Adiabatic tunnelling exponent of the two-site small polaron: limits and scaling

1. Model and results

One electron moves between two sites with hopping t. Each site has an oscillator of mass M, stiffness K = Mω² and displacement x_i, and the electron exerts a force f on the oscillator of the site it occupies (the Holstein model, 1959). The polaron shift is Ep = f²/(2K), and g² = Ep/ħω. The symmetric mode (x1 + x2)/√2 decouples and lowers all levels by Ep/2. With (x1 − x2)/√2 = ℓq, ℓ = √(ħ/Mω), and σz = n1 − n2, what remains is

H = ħω(p² + q²)/2 − għω q σz − t σx, [q, p] = i. (1)

Δ is the splitting of the two lowest levels. The abbreviations are ε = t/Ep, k = √(1 − ε²), y = q/g, r = √(y² + ε²) and μ = t²/(2Ep ħω) = g²ε²/2.

(a) For ε < 1 the lower adiabatic sheet has minima at y = ±k. Measured from them,

U = (Ep/2)(1 − r)². (2)

The well frequency is ωk and the barrier is (Ep/2)(1 − ε)².

(b) The action under the barrier, in units of ħ, is

S = g² s(ε), s = k − ε² artanh k. (3)

(c) Motion on the lower sheet alone gives

Δ_ad = (2/√π) ħω g P(ε) exp(−S), P = k^(5/2) (2/ε) exp(−k artanh k). (4)

(d) First order in t gives the Lang–Firsov splitting Δ_LF = 2t exp(−g²). The exponent S is always smaller than g², but the prefactor of (4) is set by ħω g and not by t:

Δ_ad/Δ_LF = P exp(g² − S)/√(2πμ). (5)

(e) The parameter that separates the two regimes is μ, not t/ħω. For g ≫ 1 and ε ≪ 1, at any μ,

Δ = Φ(μ) Δ_ad, Φ = √(2π) μ^(μ − 1/2) exp(−μ)/Γ(μ), (6)

which in the same limit reads

Δ/Δ_LF = (2g²)^μ/Γ(1 + μ). (7)

A polaron is therefore exponentially lighter than the Lang–Firsov estimate, by exp[g²(1 − s)] divided by √(2πμ)/P, only when g² grows at fixed ε. At fixed μ the gain is a power of g², and as μ → 0 it disappears.

2. Dimensional analysis

The five quantities t, f, K, M and ħ, built from three base dimensions, leave two dimensionless groups. The first, ε = 2tK/f², contains neither M nor ħ and fixes the shape of the sheets. The second, g² = f²√M/(2ħK^(3/2)), contains both. In the variable y, equation (1) becomes

H/Ep = −(1/(2g⁴)) d²/dy² + y²/2 − yσz − εσx,

so 1/g² is the effective Planck constant. The semiclassical exponent must be g² times a function of ε, and the Gaussian normalisation of the well state makes the one-sheet prefactor ħω g times a function of ε. Other groups follow: t/ħω = g²ε and μ = g²ε²/2. At fixed K and f a change of mass leaves ε unchanged and scales g², S and μ as √M. Hence d ln Δ/d ln M equals −g²/2 for Δ_LF and −1/4 − S/2 for Δ_ad.

3. Proofs

Sheet. At fixed y the electronic matrix −Ep(yσz + εσx) has eigenvalues ∓Ep r, so the lower sheet is Ep(y²/2 − r). Its slope Ep y(1 − 1/r) vanishes at y = 0 and at r = 1, that is y = ±k, which requires ε < 1. The minimum value is −Ep(1 + ε²)/2, and subtracting it leaves (Ep/2)(r² − 2r + 1), which is (2). At the minimum dr/dy = k, so d²U/dq² = Ep k²/g² = ħωk². At y = 0 the curvature is ħω(1 − 1/ε), which gives a barrier frequency ω_b = ω√(1/ε − 1).

Exponent. The imaginary momentum at the energy of the minima is κ = √(2U/ħω) = g(1 − r), and dq = g dy. Then S = g² ∫(1 − r) dy from −k to k. The integral of r is k + ε² ln[(1 + k)/ε], and ln[(1 + k)/ε] = artanh k because ε² = (1 − k)(1 + k). Subtracting from 2k gives (3). Since ds/dε = −2ε artanh k, s falls monotonically from 1 at ε = 0 to 0 at ε = 1.

Prefactor. For normalised states ψ_L and ψ_R localised in the two wells, the Wronskian (Herring) formula gives Δ = ħω(ψ_L ψ_R′ − ψ_R ψ_L′) at a point under the barrier, or 2ħω ψ_R ψ_R′ at q = 0. Put ψ_R = (k/π)^(1/4) exp(σ0 + σ1), with both σ zero at the minimum a = gk and energy ħωk/2. The leading order gives σ0′ = κ and the next gives σ1′ = −(k + κ′)/(2κ), which is regular at a, where κ ≈ k(a − q). Integrating from a − δ down to 0, the term κ′/κ yields kδ/κ(0), and κ(0) cancels against ψ_R′/ψ_R. The result is

Δ_ad = 2ħω √(k/π) k a exp(A − S), A = ∫ [k/(1 − r) − 1/(k − y)] dy from 0 to k.

Because 1 − r² = k² − y² and k²r² − y² = ε²(k² − y²), the integrand equals ε²/(kr + y), and its integral is A = ln(2/ε) − k artanh k. With a = gk this is (4).

Lang–Firsov limit. At t = 0 the ground states are Gaussians centred at q = ±g with overlap exp(−g²), and degenerate perturbation theory gives Δ_LF. Dividing (4) by it and using ħω g/t = 1/(gε) = 1/√(2μ) gives (5).

Crossing region. For ε ≪ 1 the electronic state rotates near q = 0, where κ ≈ g. Write the two site components of ψ_R as exp(gq) φ1 and exp(gq) φ2. For |q| ≪ g the second derivatives of φ, the term q²/2 and the level energy drop out, and with ν = 2μ

φ1′ = −qφ1 − √ν φ2, φ2′ = qφ2 − √ν φ1.

Eliminating φ2 gives φ1″ = (q² − 1 + ν)φ1. The solution that stays on the lower sheet at positive q is the parabolic cylinder function D of order −μ and argument z = √2 q. It behaves as z^(−μ) exp(−z²/4) for z → +∞ and as √(2π)|z|^(μ−1) exp(z²/4)/Γ(μ) for z → −∞. On the left the lower sheet is component 2, and φ2 = −(φ1′ + qφ1)/√ν → |z|φ1/√μ. The amplitude at −z divided by that at +z is thus √(2π/μ) z^(2μ) exp(z²/2)/Γ(μ). Adiabatic following gives instead the exponential of the integral of √(q² + ν) over the same interval, z^(2μ) exp(z²/2) μ^(−μ) exp(μ). The quotient is Φ. The Wronskian can be taken on the left of the crossing, where ψ_L has not yet met it, so Φ multiplies Δ. Matching requires √ν ≪ g, which is ε ≪ 1. Inserting P → 1 and g² − S → 2μ[ln(2/ε) + 1/2] into (5), with 4μ/ε² = 2g², gives (7).

Third order in t. An independent test comes from perturbation theory. Parity splits (1) into two chains,

H± = ħω[a†a − (g/√2)(a + a†) ∓ (t/ħω)(−1)^(a†a)], (8)

with the zero-point energy ħω/2 omitted, and Δ is the difference of their ground energies. Let Π = (−1)^(a†a) and let N count the quanta of the displaced oscillator. Π reflects real coherent states, which gives ⟨0|Π x^N Π w^N Π|0⟩ = exp{−g²[1 + 2(1 − x)(1 − w)]}. Energy denominators 1/m come from integrating x^(m−1) over 0 to 1, and

Δ = Δ_LF[1 + c3 (t/ħω)² + …],
c3 = Σ (−2g²)^j H_j²/j! − exp(−2g²) Σ (2g²)^j/(j! j²),

with both sums over j ≥ 1 and H_j the harmonic numbers. For large g the first sum is governed by the integral of exp(−2g²uv) over the unit square, u = 1 − x, v = 1 − w, so c3 → (ln 2g² + γ)/(2g²) with Euler's constant γ. This is the term of (7) linear in μ.

4. Limits in ε

Small ε. Expanding k and the logarithm,

s = 1 − ε²[ln(2/ε) + 1/2] + ε⁴/8 + O(ε⁶), ln P ≈ ε²[(1/2) ln(2/ε) − 1].

The reduction of the exponent is g² − S ≈ (t²/Ep ħω)[ln(2Ep/t) + 1/2]. It is not analytic in t: the logarithm collects the lowering Ep ε²/(2|y|) of the sheet below the diabatic parabolas over ε < |y| < 1. At ε = 0 the sheet is a cusped double parabola and (4) tends to (2/√π)ħω g exp(−g²), although two uncoupled sites have no splitting at all. The one-sheet formula therefore fails as t → 0, and Φ repairs it.

ε near 1. In powers of k,

s = 2k³/3 + 2k⁵/15 + …, P → 2k^(5/2), k² ≈ 2(1 − ε).

The action vanishes as (1 − ε)^(3/2), and S = 1 is reached at 1 − ε ≈ (1/2)[3/(2g²)]^(2/3). Inside this window tunnelling has no meaning. At ε = 1 the sheet is ħω q⁴/(8g²) to leading order, and diagonalising p²/2 + q⁴/8 shows that the lowest gap is 0.863 g^(−2/3) ħω at large g. For ε > 1 there is one well and the gap is the softened phonon ħω√(1 − 1/ε), which tends to ħω(1 − Ep/2t) at large t.

The columns below are ε, s, the small-ε form through ε⁴, the two-term form in k, and P.

0.1 | 0.9651 | 0.9651 | – | 1.005
0.2 | 0.8881 | 0.8881 | – | 1.005
1/3 | 0.7469 | 0.7469 | 0.6580 | 0.983
0.5 | 0.5368 | 0.5362 | 0.4980 | 0.892
0.7 | 0.2753 | 0.2706 | 0.2676 | 0.650
0.9 | 0.0575 | 0.0302 | 0.0573 | 0.227

The small-ε form serves up to ε ≈ 0.7, where the expansion in k takes over. P stays close to 1 until ε exceeds about 1/3.

5. Limits in μ and g

Small μ. Φ → √(2πμ), which cancels the divergence of (5), and Δ/Δ_LF = 1 + μ(ln 2g² + γ) + …. At large g the Lang–Firsov form needs μ ln(2g²) ≪ 1. This can hold with t above ħω if g² is large enough, because t/ħω = g√(2μ).

Large μ. Stirling's series gives Φ = 1 − 1/(12μ) + …. The same term follows from second-order coupling to the upper sheet. The mixing angle θ has |dθ/dq| = ε/(2g r²), and the coupling adds (κ dθ/dq)²/(2g²r) to U/ħω under the barrier. Dividing by κ and integrating, the action grows by (ε²/8g²) ∫(1 − r)/r⁵ dy, whose leading part is 1/(6g²ε²) = 1/(12μ). The diagonal correction (dθ/dq)²/2 contributes π/(16g²ε) at small ε, smaller by a power of ε, and it cancels against the −r part of the previous integral. Adding only the diagonal term to (2) thus misses the main nonadiabatic effect. What is left beyond Φ is of relative order 1/g², like the higher WKB terms.

Crossovers. The bare prefactors 2t and (2/√π)ħω g are equal at 2πμ = 1, that is t = √(Ep ħω/π). Φ reaches 0.9 at μ = 0.76. This is an imaginary-time counterpart of the Landau–Zener criterion: the gap 2t is compared with the rate at which the diabatic levels, of slope għω, are swept at imaginary velocity of magnitude gω.

Small g. For t < ħω/2, second order in g gives Δ = 2t{1 − g²/[1 − (2t/ħω)²]}, so c3 → −4g². Here finite t makes the splitting smaller than Δ_LF, that is the carrier heavier. The series still gives c3 = −0.44 at g² = 1. The lightening is a strong-coupling effect.

Tunnelling states exist while the zero-point level lies under the barrier, k < g²(1 − ε)². A purely adiabatic tunnelling regime needs this together with μ above about 0.76. Since μ = g²ε²/2, the window in ε opens downwards as 1/g and upwards towards 1 as g^(−4/3), and it is wide only for g² well above 10.

6. Numbers for a Ti pair along c in rutile TiO2

An excess electron localises as Ti³⁺ and transfers between edge-sharing octahedra whose Ti centres are c ≈ 2.96 Å apart. The two sites share oxygen neighbours. For linear coupling to modes of one frequency only the difference of the forces enters, so Ep in (1) is half the reorganisation energy λ of the diabatic parabolas (Ep/2)(y ∓ 1)². It is not the trapping energy measured from the conduction band edge. The inputs are approximate typical values: λ ≈ 1.2 eV, hence Ep = 0.60 eV; t ≈ 0.20 eV; and ħω ≈ 0.10 eV, near the top of the optical phonon spectrum.

Then g² = 6, ε = 1/3, μ = 1/3, k = 0.943 and artanh k = 1.763. With an oxygen mass of 16 u, ℓ = 0.051 Å and the minima lie at ±gkℓ = ±0.12 Å along the collective coordinate. The barrier is 133 meV and the zero-point energy ħωk/2 is 47 meV. The action is S = 4.48, so exp(g² − S) = 4.56. The prefactor of (4) is 272 meV against 2t = 400 meV. The splittings are Δ_LF = 0.99 meV and Δ_ad = 3.07 meV; with Φ = 0.81, equation (6) gives 2.47 meV.

The model can be solved numerically without approximation by diagonalising the tridiagonal chains (8) with t/ħω = 2. The ground energies are −3.381 ħω and −3.358 ħω, so Δ = 2.3 meV. Relative to this, Δ_ad is high by a factor 1.3 and (6) by 1.07, while Δ_LF is low by 2.3. The exponent alone promises a lightening by 4.56, and the prefactor and the nonadiabatic factor take back half of it. At g² = 6 neither is negligible, and the 1/g² terms limit (6) to one or two figures.

If Δ/2 is used as the hopping of a chain with period c, the mass is m* = ħ²/(Δc²). The bare value, with Δ = 2t, is 2.2 mₑ. The enhancement 2t/Δ is 403 for Lang–Firsov, 130 for (4) and 1.7×10² for the diagonalised pair, which corresponds to 3.8×10² mₑ. The bare exponential exp(S) = 88 is not the mass enhancement. This mapping ignores the second neighbour along the chain and the neighbouring chains, and it is an estimate only. The mass exponent d ln Δ/d ln M is −3 for Δ_LF, −2.49 for (4) and −2.40 for (6).

For Ep = 0.60 eV and ħω = 0.10 eV the crossovers in t are as follows. By (7), Δ_LF is within 10 % for μ < 0.031, or t < 0.06 eV. The bare prefactors cross at 0.14 eV. Φ exceeds 0.9 above 0.30 eV. The zero-point level reaches the barrier top at ε = 0.64, or t = 0.39 eV, and S = 1 at ε = 0.79, or t = 0.47 eV; the asymptotic estimate gives 1 − ε ≈ 0.20. The double well vanishes at t = Ep. The input t ≈ 0.20 eV lies in the crossover between the two regimes, and the adiabatic window is narrow and close to the barrier top.

The effective frequency and the hopping are both uncertain, so the next table varies them at Ep = 0.60 eV. The columns are t (eV), ħω (eV), S, exp(g² − S), Δ_ad/Δ_LF, Φ, ΦΔ_ad/Δ_LF and ΦΔ_ad (meV).

0.05 | 0.10 | 5.85 | 1.17 | 3.2 | 0.33 | 1.07 | 0.27
0.10 | 0.10 | 5.50 | 1.64 | 2.3 | 0.56 | 1.29 | 0.64
0.20 | 0.10 | 4.48 | 4.56 | 3.1 | 0.81 | 2.50 | 2.5
0.20 | 0.05 | 8.96 | 20.8 | 10.0 | 0.89 | 8.9 | 0.022
0.20 | 0.025 | 17.9 | 434 | 147 | 0.94 | 139 | 2.1×10⁻⁶

In the first row the apparent gain of Δ_ad comes mostly from the factor 1/√(2πμ) = 2.76; in the second this factor is 1.38, smaller than exp(g² − S) = 1.64. In these two rows Δ_ad exceeds (6) by 1/Φ = 3.0 and 1.8, so little of the gain survives. In the last two the lightening relative to Lang–Firsov is large, while the absolute splitting collapses: halving ħω from 0.10 eV lowers Δ by two orders of magnitude. The choice of mode frequency therefore outweighs every correction discussed here, and a lattice distortion spread over modes of different frequency is not described by a single ω.

For the central inputs the coherent transfer time h/(2Δ) is 0.9 ps and Δ/kB is 27 K. A site-energy difference larger than a few meV, from strain or a charged defect, confines the lowest state to one Ti. On the lower sheet, thermal activation gives way to tunnelling when ħ/kBT exceeds the period 2π/ω_b of small oscillations in the inverted barrier. With ħω_b = 141 meV this is T0 = ħω_b/(2πkB) ≈ 2.6×10² K, a rough figure because μ = 1/3 is not fully adiabatic. Between these two temperature scales, with dephasing by the other phonons, transfer is expected to be incoherent tunnelling, and S then enters the rate as exp(−2S) at the low-temperature end.